Exact exchange usually weakens the calculated binding of a molecule, so the naive picture is a straight slide. Functionals without exact exchange should hold C2F4 together most strongly, hybrids less so, and Hartree–Fock (HF), with exact exchange throughout, least. The atomisation energy, the energy needed to pull the molecule apart into two carbon and four fluorine atoms with all nuclei at rest, should then depend on one number, the fraction of exact exchange. In the 6-31G(d) basis the expected fall does appear within each family of related functionals, but HF, M06-2X and SVWN5 break the one-number rule by electronvolts, each for its own reason. One electronvolt is roughly 100 kJ per mole. The reference determinants named in the table are those of the molecule; the free atoms in the HF and density-functional rows were treated spin-unrestricted, carbon as a triplet and fluorine as a doublet.

Atomisation energy of C2F4 (neutral singlet) from Hartree–Fock and density-functional calculations in OpenMolcas and GFN tight-binding models in xtb. The energy difference is free atoms less molecule at the fixed PBE0-D4/def2-TZVP geometry, without zero-point energy. Reference determinants are those of the molecule; the free atoms in OpenMolcas are spin-unrestricted.

```
             level (program)  reference determinants  relativity  energy difference (eV)
       HF 3-21G (OpenMolcas)                     RHF        none                   13.89
      HF STO-3G (OpenMolcas)                     RHF        none                   15.09
    HF 6-31G(d) (OpenMolcas)                     RHF        none                   16.21
              GFN0-xTB (xtb)                     n/a         n/a                   19.95
 BHLYP 6-31G(d) (OpenMolcas)                     RKS        none                   23.68
 B3LYP 6-31G(d) (OpenMolcas)                     RKS        none                   25.75
M06-2X 6-31G(d) (OpenMolcas)                     RKS        none                   26.02
r2SCAN 6-31G(d) (OpenMolcas)                     RKS        none                   26.20
  PBE0 6-31G(d) (OpenMolcas)                     RKS        none                   26.21
  TPSS 6-31G(d) (OpenMolcas)                     RKS        none                   26.22
revPBE 6-31G(d) (OpenMolcas)                     RKS        none                   26.39
  BLYP 6-31G(d) (OpenMolcas)                     RKS        none                   26.55
   PBE 6-31G(d) (OpenMolcas)                     RKS        none                   27.96
              GFN2-xTB (xtb)                     n/a         n/a                   29.73
 SVWN5 6-31G(d) (OpenMolcas)                     RKS        none                   32.88
              GFN1-xTB (xtb)                     n/a         n/a                   34.76
```

The straight line follows from the way a simple hybrid is built. A fraction a of the semilocal exchange energy, which is computed from the local density and its gradient, is replaced by exact exchange, and the correlation functional stays as it was. Let D be the atomisation energy and X the part of it that comes from exchange. If the orbitals did not respond to the change, then

D(a) = D(0) + a · [X(exact) − X(semilocal)].

The bracket is negative for BLYP and for PBE, and D falls by 0.6 to 0.7 eV for every 10 % of exact exchange.

Why should exact exchange bind less? Each electron is surrounded by a region, the exchange hole, from which electrons of the same spin are displaced. In a bond the exact hole spreads over both atoms, whereas the semilocal hole stays close to its electron. The compact hole imitates a real effect that exchange alone lacks, the tendency of two bonding electrons to sit on different atoms. Semilocal exchange therefore brings some correlation into the molecule under another name, and exact exchange takes it out again.

The limit a = 1 shows what is left when all of that borrowed correlation has gone. The line through BLYP (a = 0) and BHLYP (a = 0.5) gives

D(1) = 26.55 + (23.68 − 26.55)/0.5 = 20.81 eV.

These two rows define the line, and HF had no part in it. HF in the same basis gives 16.21 eV, which is 4.60 eV lower.

The cause of this break lies in what the end of the line still contains: exact exchange together with the correlation functional of BLYP. HF has the exchange but no correlation functional. Correlation favours the molecule, because its electrons are all paired and crowd together in bonds, while the free atoms keep unpaired electrons. The line from PBE to PBE0 (a = 0.25) ends at almost the same place, 20.96 eV, as it should if semilocal exchange has dropped out there and the correlation functionals of BLYP and PBE contribute similar amounts. Each line rests on two rows, however, so its straightness over the whole range is an assumption.

BLYP lies 10.34 eV above HF, and it is tempting to call all of this correlation. The line suggests that only about half comes from the correlation functional and the rest from the change of exchange. The division is rough, but it explains why a functional with much exact exchange can underbind even though its correlation functional is intact.

The opposite limit, a = 0, has no common starting point, because semilocal exchange comes in several forms. SVWN5 treats every point in space as if it belonged to a uniform electron gas, and it lies 4.92 eV above PBE. Free atoms suffer more from this than the molecule does. They have more outer surface, where the density changes quickly compared with its own size, and bonding turns part of that surface into a smoother region between nuclei. Gradient corrections to exchange lower the energy where the density changes quickly, so they help the atoms more and reduce the atomisation energy.

The total energies show the direction of the shifts. From SVWN5 to PBE both fall, the six atoms together by about 79 eV and the molecule by about 74 eV. The difference between the two falls is the change in atomisation energy itself, so it is no separate test of the explanation. That step changes correlation as well as exchange, but the step from PBE to revPBE changes exchange alone, by strengthening its response to large gradients. There the atoms fall by 9.9 eV and the molecule by 8.3 eV, so the same imbalance appears without any change of correlation. One caution applies to SVWN5: in its free fluorine atom the highest occupied and lowest empty levels coincide, so the p electrons may be spread fractionally over the orbitals, which the outputs do not settle.

M06-2X breaks the rule between the two limits. With 54 % exact exchange it should lie near BHLYP, yet it gives 26.02 eV, about 2.6 eV above the BLYP line and 1.8 eV above the PBE line. The line assumes that everything except the exchanged fraction stays fixed. In M06-2X the semilocal exchange and the correlation were instead adjusted together with the large exact fraction, using reference data that include energies of bond breaking. The likely reading is that this adjustment restores the binding that exact exchange removes, though the table cannot separate the parts.

B3LYP departs from the BLYP line in the same direction, by only 0.35 eV. It is not a pure mixture of BLYP and exact exchange, since it retains a little of the strongly binding uniform-gas description. That is a plausible source of the excess.

It would be wrong to conclude that exact exchange simply destabilises the molecule. From PBE to PBE0 the molecule hardly moves, and the free atoms fall by 1.8 eV. From BLYP to BHLYP the molecule rises by 3.6 eV and the atoms by only 0.7 eV. What the two families share is the shift of the molecule relative to its atoms, and an atomisation energy records nothing else.

The HF rows in smaller basis sets and the GFN rows stand outside this comparison of functionals. For HF, going from STO-3G to 3-21G improves the atoms more than the molecule and lowers the result by 1.2 eV, while going on to 6-31G(d) favours the molecule and raises it by 2.3 eV. The GFN rows are energies of parametrised valence models, and their free atoms lack the stabilisation that unpaired electrons gain from parallel spins. They spread over almost 15 eV, which measures differences between the models and not the strength of the bonds in C2F4.

For a neighbouring functional the useful question is what changes along with the exact exchange. If exact exchange is simply mixed into BLYP or PBE, start from that functional's value for C2F4 and subtract about 0.6 eV per 10 % for BLYP or 0.7 eV for PBE; another molecule needs a slope of its own. So does another parent functional: SVWN5 starts much higher, and its line should fall more steeply, because its strongly binding local exchange must also have dropped out at a = 1. If the rest has been readjusted, as in M06-2X, the fraction alone is a poor guide. Nor does a matching result reveal a matching fraction: r2SCAN and TPSS contain no exact exchange and PBE0 contains 25 %, yet the three agree within 0.02 eV. The printed analysis below lists the two lines and the departures from them.

The analysis program printed:

```
change per 10 % exact exchange, BLYP to BHLYP (eV): -0.574
change per 10 % exact exchange, PBE to PBE0 (eV): -0.7
BLYP line continued to full exact exchange (eV): 20.81
PBE line continued to full exact exchange (eV): 20.96
HF 6-31G(d) less BLYP line at full exact exchange (eV): -4.6
HF 6-31G(d) less PBE line at full exact exchange (eV): -4.75
BLYP less HF, both 6-31G(d) (eV): 10.34
B3LYP less BLYP line at 20 % (eV): 0.348
M06-2X less BLYP line at 54 % (eV): 2.57
M06-2X less PBE line at 54 % (eV): 1.84
SVWN5 less PBE (eV): 4.92
SVWN5 less BLYP (eV): 6.33
PBE less BLYP (eV): 1.41
PBE less revPBE (eV): 1.57
lowering of the six free atoms, SVWN5 to PBE (eV): 79.42
lowering of the molecule, SVWN5 to PBE (eV): 74.49
lowering of the six free atoms, PBE to revPBE (eV): 9.914
lowering of the molecule, PBE to revPBE (eV): 8.347
lowering of the six free atoms, PBE to PBE0 (eV): 1.797
lowering of the molecule, PBE to PBE0 (eV): 0.04844
rise of the six free atoms, BLYP to BHLYP (eV): 0.683
rise of the molecule, BLYP to BHLYP (eV): 3.561
HF change in atomisation, STO-3G to 3-21G (eV): -1.2
HF change in atomisation, 3-21G to 6-31G(d) (eV): 2.32
GFN1-xTB less GFN0-xTB (eV): 14.81
```
